# Real, pseudoreal and complex representations: why p, d and f orbitals can be chosen real

Tight-binding codes use real orbitals such as $p_x$, $d_{xy}$ and $f_{xyz}$, yet no basis makes the rotation matrices of an electron spin real. One number per irreducible representation (irrep), the Frobenius–Schur indicator, decides which case applies and whether time reversal adds degeneracy.

## Premises and conventions

1. $G$ is a finite or compact group with a normalised average $\langle f\rangle$, unchanged under $g\to gh$ and $g\to hg$. For a finite group $\langle f\rangle=|G|^{-1}\sum_g f(g)$.
2. $D(g)$ is a unitary representation of dimension $d$ on a complex space, with character $\chi(g)=\operatorname{tr}D(g)$.
3. Schur's lemma: a matrix $B$ with $BD_1(g)=D_2(g)B$ for all $g$ vanishes if the irreps $D_1,D_2$ are inequivalent. Otherwise it is unique up to a factor and, if nonzero, invertible. Character orthogonality follows: $\langle|\chi|^2\rangle=\sum_i n_i^2$ when irrep $i$ occurs $n_i$ times.
4. $\hbar=1$, $D^j=\exp(-i\omega\,\mathbf n\cdot\mathbf J)$ for a rotation by $\omega$ about $\mathbf n$, Condon–Shortley phases. Inversion acts as $(-1)^l$ on orbitals and as $+1$ on spin.

## Step 1: invariant bilinear forms

Seek matrices $B$ with $D^TBD=B$ for all $g$. Unitarity gives $(D^T)^{-1}=D^*$, so the condition reads
$$BD=D^*B .$$
For an irrep, Schur's lemma leaves $B=0$ if $D$ and $D^*$ are inequivalent, and one $B$ up to a factor otherwise. Transposing $D^TBD=B$ shows that $B^T$ is a solution too, so $B^T=sB$. Transposing again gives $s^2=1$. An irrep therefore has one symmetric form, one antisymmetric form, or none.

## Step 2: the indicator

Define $P(B)=\langle D^TBD\rangle$. By premise 1, $D(h)^TP(B)D(h)=\langle D(gh)^TBD(gh)\rangle=P(B)$, and $P$ leaves invariant matrices unchanged. So $P$ projects onto the invariant forms. It maps symmetric matrices to symmetric ones and antisymmetric to antisymmetric, and its traces on these subspaces are the numbers $n_S$, $n_A$ of independent invariant forms. Transposition is $+1$ on the first subspace and $-1$ on the second, so $n_S-n_A$ is the trace of the map $B\mapsto P(B^T)$. In components
$$(D^TB^TD)_{ab}=\sum_{k,l}D_{ka}B_{lk}D_{lb}.$$
The coefficient of $B_{ab}$ in output element $ab$ is $D_{ba}D_{ab}$, and its sum over $a,b$ is $\operatorname{tr}D(g)^2=\chi(g^2)$. Hence
$$\nu\equiv\langle\chi(g^2)\rangle=n_S-n_A .$$
With Step 1, an irrep has $\nu=+1$, $-1$ or $0$, and $s=\nu$ when $B$ exists. Characters add, so a reducible representation gives $\nu=\sum_i n_i\nu_i$.

## Step 3: what each value means

Let $B\neq0$. The adjoint of $BD=D^*B$ rearranges to $B^\dagger D^*=DB^\dagger$. Then $B^\dagger BD=B^\dagger D^*B=DB^\dagger B$, so $B^\dagger B$ is a positive multiple of the identity and $B$ can be scaled to be unitary. Define the antiunitary map $\mathcal Kv=B^\dagger v^*$. It commutes with the group, since $\mathcal KDv=B^\dagger D^*v^*=D\mathcal Kv$. Its square is $\mathcal K^2=B^\dagger B^T=\nu$, which a phase factor in $B$ does not change. It obeys $\langle\mathcal Ku|\mathcal Kv\rangle=\langle u|v\rangle^*$.

**$\nu=+1$, real.** Any vector splits as $v=u_1+iu_2$ with $u_1=(v+\mathcal Kv)/2$ and $u_2=(v-\mathcal Kv)/2i$, both fixed by $\mathcal K$. So fixed vectors span the space. Their inner products are real, and Gram–Schmidt with real coefficients gives an orthonormal basis of fixed vectors. $D$ maps fixed vectors to fixed vectors, so its matrix elements are real and $D(g)\in O(d)$. Conversely, a real unitary $D$ has the symmetric form $B=1$.

**$\nu=-1$, pseudoreal.** Here $\langle v|\mathcal Kv\rangle^*=\langle\mathcal Kv|\mathcal K^2v\rangle=-\langle v|\mathcal Kv\rangle^*$, so $v\perp\mathcal Kv$. The orthogonal complement of this pair is again closed under $\mathcal K$, so an orthonormal basis $v_1,\mathcal Kv_1,v_2,\mathcal Kv_2,\dots$ exists and $d$ is even. In it $B$ consists of blocks $\begin{pmatrix}0&1\\-1&0\end{pmatrix}$. Unitary matrices that preserve this form make up the compact symplectic group $USp(d)=U(d)\cap Sp(d,\mathbb C)$, written $Sp(d/2)$ in another convention. The character is real because $D\simeq D^*$, but no real basis exists, since that would require a symmetric form.

**$\nu=0$, complex.** $D$ and $D^*$ are inequivalent and the character is not real.

## Step 4: the integral for SU(2)

Write $g=a_0-i\,\mathbf a\cdot\boldsymbol\sigma$ with real $a_0,\mathbf a$ and $\det g=a_0^2+\mathbf a^2=1$. The group is the unit sphere in four dimensions. Multiplication by a fixed element is linear in $(a_0,\mathbf a)$ and preserves the determinant, so it is an orthogonal map, and the uniform measure is the invariant one. Put $a_0=\cos\theta$ with $\theta=\omega/2\in[0,\pi]$. The eigenvalues $e^{\mp i\omega/2}$ fix the conjugacy class. The slice at $\theta$ has measure $4\pi\sin^2\theta\,d\theta$ out of a total $2\pi^2$, so for a class function
$$\langle f\rangle=\frac1\pi\int_0^{2\pi}\sin^2\frac\omega2\,f(\omega)\,d\omega .$$
The eigenvalues of $D^j$ are $e^{-im\omega}$, $m=-j,\dots,j$, so $\chi_j(\omega)=\sum_m\cos m\omega$, and $g^2$ has angle $2\omega$. With $\sin^2(\omega/2)=(1-\cos\omega)/2$,
$$\nu_j=\frac1{2\pi}\sum_{m=-j}^{j}\int_0^{2\pi}(1-\cos\omega)\cos 2m\omega\,d\omega .$$
Since $2m$ is an integer, the first term integrates to $2\pi$ for $m=0$ and to zero otherwise. The second gives $-\pi$ for $2m=\pm1$ and zero otherwise. Integer $j$ contains $m=0$ once and never $m=\pm\frac12$, so $\nu_j=1$. Half-integer $j$ contains both $m=\pm\frac12$ and not $m=0$, so $\nu_j=-1$:
$$\boxed{\nu_j=(-1)^{2j}}$$
Also $\det D^j=e^{-i\omega\sum m}=1$. Thus $D^j$ maps into $SO(2j+1)$ for integer $j$ and into $USp(2j+1)$ for half-integer $j$. The image has at most three parameters and fills the target only for $j\le1$.

## Step 5: the form itself

In the standard basis $J_x,J_z$ are real and $J_y$ is imaginary. The matrix $C=e^{-i\pi J_y}$ is then real and orthogonal. As a half-turn about $y$ it reverses $J_x,J_z$ and keeps $J_y$, so $C\mathbf JC^{-1}=-\mathbf J^*$ and $CD^jC^{-1}=D^{j*}$. Thus $B=C$. From $C^2=e^{-2\pi iJ_y}=(-1)^{2j}$ follows $C^T=C^{-1}=(-1)^{2j}C$, which confirms Step 4. $C$ sends $m$ to $-m$. Moreover $CJ_-C^{-1}=-J_+$, and $J_-$ from $m$ and $J_+$ from $-m$ share the matrix element $\sqrt{(j+m)(j-m+1)}$. The sign therefore alternates along the ladder: $C|j,m\rangle\propto(-1)^{j-m}|j,-m\rangle$ with one common factor $\pm1$.

## Step 6: real p, d and f orbitals

For orbitals, complex conjugation of the wave function commutes with every rotation and reflection, so it serves as $\mathcal K$. It acts as $Y_{lm}^*=(-1)^mY_{l,-m}$, the pattern of Step 5 up to an overall sign. The construction of Step 3 gives the fixed vectors $Y_{l0}$ and, for $m>0$,
$$c_{lm}=\frac{Y_{l,-m}+(-1)^mY_{lm}}{\sqrt2},\qquad s_{lm}=\frac{i\,[Y_{l,-m}-(-1)^mY_{lm}]}{\sqrt2},$$
proportional to $\cos m\phi$ and $\sin m\phi$. Multiplied by $r^l$, up to positive constants, they are:

| $l$ | $m=0$ | $c_{l1},\ s_{l1}$ | $c_{l2},\ s_{l2}$ | $c_{l3},\ s_{l3}$ |
|---|---|---|---|---|
| p | $z$ | $x,\ y$ | | |
| d | $3z^2-r^2$ | $xz,\ yz$ | $x^2-y^2,\ xy$ | |
| f | $z(5z^2-3r^2)$ | $x(5z^2-r^2),\ y(5z^2-r^2)$ | $z(x^2-y^2),\ xyz$ | $x(x^2-3y^2),\ y(3x^2-y^2)$ |

In these bases rotations lie in $SO(3)$, $SO(5)$ and $SO(7)$. An improper operation is inversion times a rotation, so its determinant is $[(-1)^l]^{2l+1}=(-1)^l$. It stays in $SO(5)$ for d and has determinant $-1$ for p and f. Because $e^{-i\omega\,\mathbf n\cdot\mathbf L}$ is real for all $\omega$, $\mathbf L$ is imaginary, and being Hermitian it is antisymmetric. For p, $(L_k)_{ab}=-i\epsilon_{kab}$. Hence $\langle\mathbf L\rangle=0$ in any real orbital, which is orbital quenching.

## Step 7: point groups and time reversal

Time reversal $\Theta$ is antiunitary and commutes with all point operations. $\Theta^2=+1$ when spin is ignored or the electron number is even, and $-1$ when it is odd. Let states $\phi_a$ of one energy span a space $V$ carrying the irrep $D$. Applying $\Theta$ to $g\phi_a=\sum_b\phi_bD_{ba}$ shows that $\Theta V$ carries $D^*$. If $\Theta$ commutes with the Hamiltonian, $\Theta V$ has the same energy. The intersection $V\cap\Theta V$ is group invariant, so it is $V$ or zero. If $\Theta V=V$, then $\Theta$ is the unique $\mathcal K$ of Step 3 up to a phase, which requires $\nu=\Theta^2$. Therefore:

| indicator | consequence |
|---|---|
| $\nu=\Theta^2$ | no extra degeneracy is forced |
| $\nu=-\Theta^2$ | $D$ occurs twice at one energy |
| $\nu=0$ | $D$ and $D^*$ are degenerate |

For the ordinary (single-valued) irreps of crystallographic point groups, $\nu=-1$ never occurs. Each such group is isomorphic to a rotation group, or is one times inversion, which multiplies irrep matrices only by $\pm1$. The irreps have dimension 1, 2 or 3, and pseudoreality needs even dimension. The two-dimensional irreps of the dihedral groups are generated by a real plane rotation and a real reflection, and the cubic $E$ irrep is spanned by the real orbitals $x^2-y^2$ and $3z^2-r^2$. The double-valued irreps, needed for half-integer spin, can take any of the three values.

## Range of validity

- The classification is exact for unitary representations of finite or compact groups.
- A real basis for $D^l$ stays real on every subgroup, but $D^l$ may then contain complex pairs. Real matrices do not imply that each constituent irrep is real.
- The degeneracy rules require time-reversal symmetry. A magnetic field or magnetic order removes it, and corepresentations of a magnetic group are then needed.
- In a crystal the test applies directly to localised states and to Bloch states at $\Gamma$. Elsewhere $\Theta$ sends $\mathbf k$ to $-\mathbf k$, and fractional translations can add phases, so Herring's criterion replaces it. In monolayer MoS$_2$, for example, time reversal relates the inequivalent valleys $K$ and $-K$ and forces no degeneracy within one valley.
- Results for double groups with improper operations rest on the inversion convention of premise 4.

## Illustration: p, d and f states at cubic and trigonal sites

**Tetrahedral site in silicon, $T_d$.** Strip the inversion from each improper operation. The 24 rotation angles are $0$ once, $2\pi/3$ for $8C_3$, $\pi$ for $3C_2$ and $6\sigma_d$, and $\pi/2$ for $6S_4$. The parity sign cancels in $g^2$ and in $|\chi|^2$, and so does the sign $\pm$ of a double-group element. Hence
$$N=\langle|\chi|^2\rangle=\tfrac1{24}\left[\chi(0)^2+8\chi(\tfrac{2\pi}3)^2+9\chi(\pi)^2+6\chi(\tfrac\pi2)^2\right],$$
$$\nu=\tfrac1{24}\left[\chi(0)+8\chi(\tfrac{4\pi}3)+9\chi(2\pi)+6\chi(\pi)\right],$$
with $\chi(2\pi)=(-1)^{2j}\chi(0)$.

| | $\chi(0)$ | $\chi(\frac\pi2)$ | $\chi(\frac{2\pi}3)$ | $\chi(\pi)$ | $\chi(\frac{4\pi}3)$ | $N$ | $\nu$ |
|---|---|---|---|---|---|---|---|
| p | 3 | 1 | 0 | $-1$ | 0 | 1 | 1 |
| d | 5 | $-1$ | $-1$ | 1 | $-1$ | 2 | 2 |
| f | 7 | $-1$ | 1 | $-1$ | 1 | 3 | 3 |
| $j=\frac12$ | 2 | $\sqrt2$ | 1 | 0 | $-1$ | 1 | $-1$ |
| $j=\frac32$ | 4 | 0 | $-1$ | 0 | 1 | 1 | $-1$ |

$N=\sum n_i^2\le3$ means $N$ distinct irreps, each occurring once, and $\nu=N$ makes each of them real. They are $T_2$ for p, $E+T_2$ for d, and $A_1+T_1+T_2$ for f, with $xyz$ as $A_1$. The spinor rows are irreducible and pseudoreal, so time reversal adds no degeneracy.

**Trigonal site, $C_3$,** as for a d-shell impurity on the Al site of sapphire. With angles $0,\pm2\pi/3$, the d shell gives $N=(25+1+1)/3=9$ and $\nu=(5-1-1)/3=1$. The characters $e^{-2\pi im/3}$ group $m=0$ as one real irrep, and $m=1,-2$ and $m=-1,2$ as two copies each of two conjugate complex irreps. Without spin, time reversal joins these into two doublets, which is why real pairs such as $(xz,yz)$ remain useful. With spin, $m_j=\pm\frac32$ both have character $-1$ under $C_3$. This one-dimensional irrep is real, $\nu=+1=-\Theta^2$, so it occurs twice: a Kramers pair.

**Energies.** The top valence states of silicon at $\Gamma$ transform as $T_2$ under the site group. Model them in the real basis $(x,y,z)$ with spin:
$$H=\tfrac{2\Delta}3\,\mathbf L\cdot\mathbf S+\operatorname{diag}(\delta,\delta,-2\delta).$$
At $\delta=0$, $\mathbf L\cdot\mathbf S=+\frac12$ for $j=\frac32$ and $-1$ for $j=\frac12$, so the levels are $\Delta/3$ and $-2\Delta/3$. The coupling is so chosen that their gap is the typical split-off energy $\Delta\approx44$ meV. The tetragonal term is assumed, $\delta=10$ meV. With the usual relation $|\delta|=|b|\,|\varepsilon_{xx}-\varepsilon_{zz}|$ and a typical shear deformation potential $|b|\approx2$ eV, this corresponds to a strain difference of about 0.5 %.

$J_z$ is conserved. For $m_j=\pm\frac32$, $E=\delta+\Delta/3=24.7$ meV. For $m_j=+\frac12$, in the basis $|m=1,\downarrow\rangle$, $|m=0,\uparrow\rangle$, the block is
$$\begin{pmatrix}\delta-\Delta/3&\sqrt2\,\Delta/3\\ \sqrt2\,\Delta/3&-2\delta\end{pmatrix},$$
and $m_j=-\frac12$ gives the same block. Its eigenvalues are
$$E_\pm=-\frac\delta2-\frac\Delta6\pm\sqrt{\Big(\frac{3\delta}2-\frac\Delta6\Big)^2+\frac{2\Delta^2}9}=(-12.3\pm22.1)\ \text{meV},$$
that is $9.8$ and $-34.4$ meV. The model's fourfold level splits by $14.9$ meV into two pairs. These energies are the model's and scale with the assumed inputs. The twofold degeneracy does not depend on them. Under $\Theta$, any real symmetric strain matrix is unchanged and $\mathbf L$ and $\mathbf S$ both reverse, so $H$ commutes with $\Theta$, and $\Theta^2=-1$ keeps every level at least doubly degenerate.